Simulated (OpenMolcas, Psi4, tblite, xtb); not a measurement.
C2H3ClSi (SMILES ClC1=C[SiH2]1): the HOMO–LUMO gap, rung by rung

C2H3ClSi has 7 atoms, charge 0, and is taken as a singlet. SMILES: `ClC1=C[SiH2]1`. The coordinates come from a PBE0-D4/def2-TZVP relaxation.

Each level gives the HOMO–LUMO gap (eV). The values are calculated.

```json
{"level": "GFN0-xTB", "kind": "semi-empirical", "program": "xtb", "value (eV)": "3.28", "CPU time": "under 2 s"}
{"level": "IPEA1-xTB", "kind": "semi-empirical", "program": "tblite", "value (eV)": "4.51", "CPU time": "under 2 s"}
{"level": "HF/def2-SVP", "kind": "Hartree–Fock", "program": "OpenMolcas", "value (eV)": "13.61", "CPU time": "11 s"}
{"level": "SVWN5/def2-SVP", "kind": "LDA", "program": "OpenMolcas", "value (eV)": "5.13", "CPU time": "30 s"}
{"level": "PBE/def2-SVP", "kind": "GGA", "program": "Psi4", "value (eV)": "5.25", "CPU time": "11 s"}
{"level": "M06-L/def2-SVP", "kind": "meta-GGA", "program": "Psi4", "value (eV)": "5.69", "CPU time": "18 s"}
{"level": "B3LYP/def2-SVP", "kind": "global hybrid", "program": "OpenMolcas", "value (eV)": "7.13", "CPU time": "35 s"}
{"level": "BHLYP/def2-SVP", "kind": "global hybrid", "program": "OpenMolcas", "value (eV)": "9.64", "CPU time": "32 s"}
{"level": "HSE06/def2-SVP", "kind": "range-separated hybrid", "program": "Psi4", "value (eV)": "6.76", "CPU time": "24 s"}
{"level": "B2PLYP/def2-SVP", "kind": "double hybrid", "program": "OpenMolcas", "value (eV)": "9.87", "CPU time": "24 s"}
```

The values span 3.28 to 13.61 eV. Orbital gaps aren't excitation energies, and those of double hybrids come from the SCF part alone; they tend to grow with the share of exact exchange. CPU times are rough (shared hosts, several kinds of processor): they show what a rung costs within a factor of a few.

The semilocal functionals lie close together, from 5.13 eV (SVWN5) to 5.69 eV (M06-L), while Hartree–Fock reaches 13.61 eV. Across the density functionals and Hartree–Fock, the gap tends to grow with the share of exact exchange. In a semilocal potential, occupied and virtual orbitals feel nearly the same field, whereas nonlocal exchange stabilises the occupied orbitals and leaves the virtuals exposed to the repulsion of all the electrons. HSE06 falls below B3LYP despite its larger short-range fraction of exact exchange, because screening removes that exchange at long range.

The frontier pair is probably the ring C=C π orbital, with some chlorine lone-pair admixture, and a π* orbital that can mix with σ* orbitals of the SiH2 group. The ladder therefore says more about the effective potential than about ring strain or reactivity. The Hartree–Fock LUMO is probably unbound, in which case its energy is partly set by the compact basis, and the largest gap should not be read as a converged electron-attachment threshold.
